**Q:** I have one neutral molecule, a ring of phosphorus and two doubly bonded carbons with a BH₃ group on the phosphorus. The geometry is the same in every calculation, yet the magnetisability is not. What in the electronic structure has changed?

PySCF 2.14.0, non-relativistic HF and Kohn-Sham DFT with density fitting and GIAOs, for neutral singlet [BH3-][PH+]1C=C1 in the gas phase at the PBE0-D3(BJ)/def2-SVP geometry. Magnetisability and molar susceptibility are isotropic means; the anisotropy is the root of half the summed squared differences of the principal values.

```tsv
level	magnetisability (1e-30 J/T^2)	magnetisability anisotropy (1e-30 J/T^2)	susceptibility (1e-6 cm^3/mol)
B3LYP/MINI	-984.4	370.0	-59.28
HF/aug-pcSseg-1	-823.5	402.7	-49.59
LC-wPBE/aug-pcSseg-1	-818.7	415.3	-49.30
PBE/aug-pcSseg-1	-798.4	412.5	-48.08
PW91/aug-pcSseg-1	-796.8	411.6	-47.98
KT2/aug-pcSseg-1	-794.6	398.6	-47.85
B97-D/aug-pcSseg-1	-789.8	403.5	-47.56
B3LYP/6-311+G(2d,p)	-787.0	421.0	-47.39
B3LYP/def2-TZVPD	-779.9	426.2	-46.97
B3LYP/ANO-RCC-VDZP	-777.4	416.9	-46.82
```

**A:** Two comparisons have to be kept apart. Six rows share the aug-pcSseg-1 basis and differ in the functional, while the four B3LYP rows differ in the basis. In the first group HF and LC-wPBE are more negative, that is more diamagnetic, than the semilocal functionals PBE, PW91, KT2 and B97-D. In the second group MINI is the odd one: its magnetisability is 26% larger in size than that with def2-TZVPD.

**Q:** For the functionals I would bet on the orbital gap. The field mixes empty orbitals into the occupied ones, and this gives a paramagnetic part that offsets the diamagnetism. HF and LC-wPBE have wide gaps, so they should mix less and come out more diamagnetic.

**A:** At first sight the numbers back you. Across the six functional rows the correlation between gap and magnetisability is −0.97. But the gaps form two clusters, one near 11.3 eV for HF and LC-wPBE and one near 4.6 eV for the semilocal functionals. A correlation between two clusters is hardly more than a line through two points, so the size of the effect has to decide.

**Q:** How do you get at its size?

**A:** Split the susceptibility, which is the magnetisability in molar units, into two parts, $\chi=\chi_\mathrm{dia}+\chi_\mathrm{para}$. The diamagnetic part measures how far the electrons lie from a chosen origin, here the centre of mass:

$$\chi_\mathrm{dia}=-k\sum_i\langle r_i^2\rangle .$$

The sum runs over the electrons, $r_i$ is the distance of electron $i$ from the origin, and $k$ is about 2.8 if distances are in Å and $\chi$ is in $10^{-6}$ cm³/mol. I use that unit for $\chi$ from here on. The paramagnetic part is the positive remainder.

**Q:** Then you can divide the paramagnetic part by the gap and see.

**A:** Most of it has no connection with the gap. Think of a single helium atom placed at a distance $R$ from the origin. Its diamagnetic part grows by $-2kR^2$ and its paramagnetic part by $+2kR^2$, although nothing has happened to the atom. A molecule made of neutral, spherical atoms would likewise have $\chi_\mathrm{para}=k\sum_A Z_A R_A^2$, where $Z_A$ is the charge of nucleus $A$ and $R_A$ its distance from the origin.

For this geometry that sum is 241.5, out of a mean paramagnetic part of 255.7 for the semilocal functionals. The remaining 14.2 is where the helium picture ends: bonded atoms are not free spheres, and the field really does mix their orbitals. Only this remainder can be asked to follow the gap, and even so it is a rough measure of the mixing, because the charges on the atoms also contribute to it.

**Q:** And does it?

**A:** Suppose that it goes as one over the gap. The four semilocal functionals set the starting point, with a mean gap of 4.56 eV, and HF is the test. The predicted change is

$$14.2\times\left(\frac{4.56}{11.33}-1\right)\approx-8.5 .$$

The whole susceptibility changes by only −1.7 for HF and −1.4 for LC-wPBE. The gap gets the direction right and overstates the size by a factor of five or six. The output printed below has this comparison for every row.

**Q:** Why does such a reasonable idea overshoot so badly?

**A:** Theory offers two reasons. An empty orbital in HF is one that an extra electron would enter, whereas the field only rearranges electrons that are already there. The moved electron still feels the hole that it left, and the exchange terms in the response take account of this, which makes the mixing easier than the bare gap suggests. The response also draws on many pairs of occupied and empty orbitals, most of them much farther apart in energy than the frontier pair.

**Q:** So is a weaker paramagnetic response at least the right kind of cause, only smaller than I thought?

**A:** For LC-wPBE that is the direct reading. Against the semilocal mean its paramagnetic part falls by 1.6, while its diamagnetic part hardly moves. This would fit a tendency of semilocal functionals to place the excitations that a magnetic field mixes in too low in energy, which exact exchange may counteract. B3LYP also contains some exact exchange and its rows show no such fall, but they were run in other basis sets and cannot settle the matter. HF has the same gap as LC-wPBE and nearly the same total, but its change appears in the diamagnetic part, −1.5 against −0.2 in the paramagnetic one.

**Q:** Then HF simply has a larger electron cloud?

**A:** Perhaps, but the helium atom warns us to be careful. If charge moves from the middle of the molecule to the outer atoms, the two parts change in opposite directions and the total barely notices. HF differs from LC-wPBE in just this way, by −1.7 in the diamagnetic and +1.4 in the paramagnetic part. HF could therefore have the same weakened response as LC-wPBE, hidden by a little charge that sits farther out.

The amount needed is modest. A change of 1.4 corresponds to $1.4/2.8=0.5$ Å² in the sum of squared distances. The outermost hydrogens lie at about $R^2=7$ Å², so some 0.07 of an electron moved there from the centre would do. Sent to one end of the molecule only, it would change the dipole moment by about 0.8 D, but that is 5.2 D with HF and 5.1 D with LC-wPBE. The charge would have to move outwards on several sides at once, and not mainly along the molecule, because the paramagnetic part of HF exceeds that of LC-wPBE by nearly the same amount for all three field directions. Whether this happens or the cloud really swells is a question that the split leaves open.

**Q:** What about MINI? A minimal basis has very few empty orbitals. I would say that the field finds nothing to mix in, so the paramagnetic part collapses.

**A:** That would give the right sign, but the paramagnetic part doesn't collapse. It is 1.1 larger than with def2-TZVPD. The diamagnetic part is more negative by 13.4, and that accounts for the whole error. The gap is no help either, since it differs by only about 0.3 eV between the two bases.

**Q:** Couldn't charge on the outer atoms be hiding a collapse here as well?

**A:** The same estimate answers that. Now $13.4/2.8\approx4.8$ Å² has to be made up, which means about 0.7 of an electron carried from the centre to the outermost hydrogens. Those hydrogens sit at the boron end, so the dipole moment would change by several debye, yet it is 5.4 D with MINI and 4.8 D with def2-TZVPD. A transfer to both ends would stretch the cloud along the molecule, and the diamagnetic part would then grow much less for a field along the molecule than for one across it. In the runs it grows by nearly the same amount in all three directions. Most of the error is therefore best explained by a cloud that is too wide around each atom.

Some loss of response may still be hidden by smaller shifts of charge between neighbouring atoms. The shielding of phosphorus in the same runs hints at it: its paramagnetic part with MINI is less than half of that with 6-311+G(2d,p).

The anisotropy, too, shows that the wider cloud is not the whole story. It measures how much the three principal values of the magnetisability differ from one another, and it falls from 426 to 370, in $10^{-30}$ J/T². A cloud swollen equally on every side would shift all three values alike and leave the anisotropy as it was. The fall points to the paramagnetic part, which changes unevenly: by −2.4, +0.2 and +5.3 for a field along the three inertial axes. The mean change of 1.1 hides this.

**Q:** Why should a small basis make the cloud too wide rather than too narrow?

**A:** MINI has a single function for each orbital in the occupied shells of an atom, with a shape suited to the free atom. When atoms bond, their valence electrons are drawn in towards the nuclei, and a larger basis follows by giving more weight to its tighter functions. MINI has no such freedom, so the molecule keeps the wide tails of its atoms. This is an argument from how the basis is built, and it matches the sign of the error. Because the diamagnetic part weights each electron by the square of its distance, it is especially sensitive to those tails.

**Q:** Can I use the same reasoning to explain why PBE comes before KT2, or 6-311+G(2d,p) before def2-TZVPD?

**A:** I would not try. The four semilocal functionals span 8.6 in $10^{-30}$ J/T², and the three larger bases span 9.6 with one and the same functional. One of those three, ANO-RCC-VDZP, was moreover contracted for relativistic work and is used here without relativity. A difference between functionals of that size could change with the basis, so it is no safe ground for a physical cause.

**Q:** Then what should I look at the next time two levels disagree?

**A:** Keep the geometry and the origin the same, and look at the two parts before the gap. If only the diamagnetic part has moved, suspect the width of the cloud, but ask, as for HF, whether a small shift of charge could be hiding a change in the response. If only the paramagnetic part has moved, the response itself is the likely cause. If both have moved in opposite directions, charge may merely have changed its place, and the total will show little of it.

The analysis program printed:

```
Changes in 1e-6 cm^3/mol against the mean of the four semilocal functionals (aug-pcSseg-1 rows) or against def2-TZVPD (B3LYP rows):
                   row  gap_eV    total  diamagnetic  paramagnetic  paramagnetic_if_1/gap  split_change_per_A_of_origin
            B3LYP/MINI   6.625   -12.31       -13.37         1.062                -0.6044                        0.8469
       HF/aug-pcSseg-1   11.33   -1.722       -1.513       -0.2098                 -8.489                        0.6279
  LC-wPBE/aug-pcSseg-1   11.35   -1.433       0.1432        -1.576                 -8.499                         0.459
      PBE/aug-pcSseg-1   4.497  -0.2125      -0.1107       -0.1017                 0.2034                       0.01333
     PW91/aug-pcSseg-1   4.504  -0.1125      -0.1344       0.02192                 0.1833                       0.01495
      KT2/aug-pcSseg-1   4.631   0.0175       0.3506       -0.3331                -0.2118                       0.06202
    B97-D/aug-pcSseg-1   4.615   0.3075      -0.1054        0.4129                -0.1645                       0.05151
   B3LYP/6-311+G(2d,p)   6.371    -0.42      -0.1653       -0.2547               -0.01657                       0.06412
      B3LYP/def2-TZVPD   6.364        0            0             0                      0                             0
    B3LYP/ANO-RCC-VDZP    6.59     0.15       0.9233       -0.7733                -0.5263                        0.1096
Correlation of gap and magnetisability in the six aug-pcSseg-1 rows: -0.9691
Spread of the four semilocal functionals, 1e-30 J/T^2: 8.6
Spread of the three larger-basis B3LYP rows, 1e-30 J/T^2: 9.6
MINI less def2-TZVPD, magnetisability, 1e-30 J/T^2: -204.5
MINI beyond def2-TZVPD in magnetisability, percent: 26.22
Mean paramagnetic part of the four semilocal functionals, 1e-6 cm^3/mol: 255.7
Frame term from the nuclear positions, 1e-6 cm^3/mol: 241.5
Paramagnetic part left beyond the frame term, semilocal mean, 1e-6 cm^3/mol: 14.21
HF less LC-wPBE, diamagnetic part, 1e-6 cm^3/mol: -1.656
HF less LC-wPBE, paramagnetic part, 1e-6 cm^3/mol: 1.366
```
